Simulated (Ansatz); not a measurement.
A series in volume per atom on BiAs

Results calculated with Ansatz 0.2.0, not measured. Periodic Kohn-Sham DFT of a crystal at fixed atoms; pressure and stress are positive in compression; the energy is the free energy less that of spherical unpolarised free atoms; site moments are those in the method's own spheres, positive along +z.

Cell of the first row (space group Pm-3m, No. 221):
```
BiAs
1.0
      3.6193     0.0000     0.0000
      0.0000     3.6193     0.0000
      0.0000     0.0000     3.6193
As Bi
1 1
Direct
  0.00000 0.00000 0.00000
  0.50000 0.50000 0.50000
```

Settings of every row: method frozen-core PAW; functional PBE; relativity scalar; k mesh 13x13x13; filling fermi-dirac; smearing width 0.05 eV; wave cutoff 420 eV; paw set soft_2.

Atom start moment: 0 on all atoms.

Limits: no spin-orbit coupling on heavy atoms; the cell comes from a prototype or a list of computed structures and needn't be the stable phase.

```
row  volume per atom (Å³)  pressure (GPa)
  1                23.705            4.56
  2                24.448           2.142
  3                25.204               ?
  4                25.961          -1.818
  5                26.717          -3.384
```

Question: what pressure should row 3 give?

Worked fit of pressure. Take u = (V_r/V)^(2/3) − 1 with V_r = 25.204 Å³ an atom, which is twice the finite (Eulerian) strain; such expansions in the strain, on which the Birch-Murnaghan equation of state is built, carry the rest volume and the bulk modulus. The shown rows have u = 0.04172, 0.02051, -0.01954, -0.03812. Least squares give pressure = 0.0148 + 98.613 × u + 247.81 × u² GPa; a straight line predicts inner rows, each left out in turn, worse (root mean square 0.23 against 0.0012 GPa). The rows lie off it by 0.000, 0.000, -0.001, 0.000. The pressure vanishes at u = -0.0002, or V = 25.21 Å³ an atom, and there the bulk modulus at fixed shape and fractions is B = −V dP/dV = (2/3)(1 + u) dP/du = 65.7 GPa. The withheld row has u = 0, so the fit gives 0.0148 + 98.613 × (0) + 247.81 × (0)² = 0.015 GPa.

The calculation gave 0.014 GPa. The fit lies 0.001 GPa (7.1 % of the value, 0.013 % of the column's range) above it, one unit of the last digit.
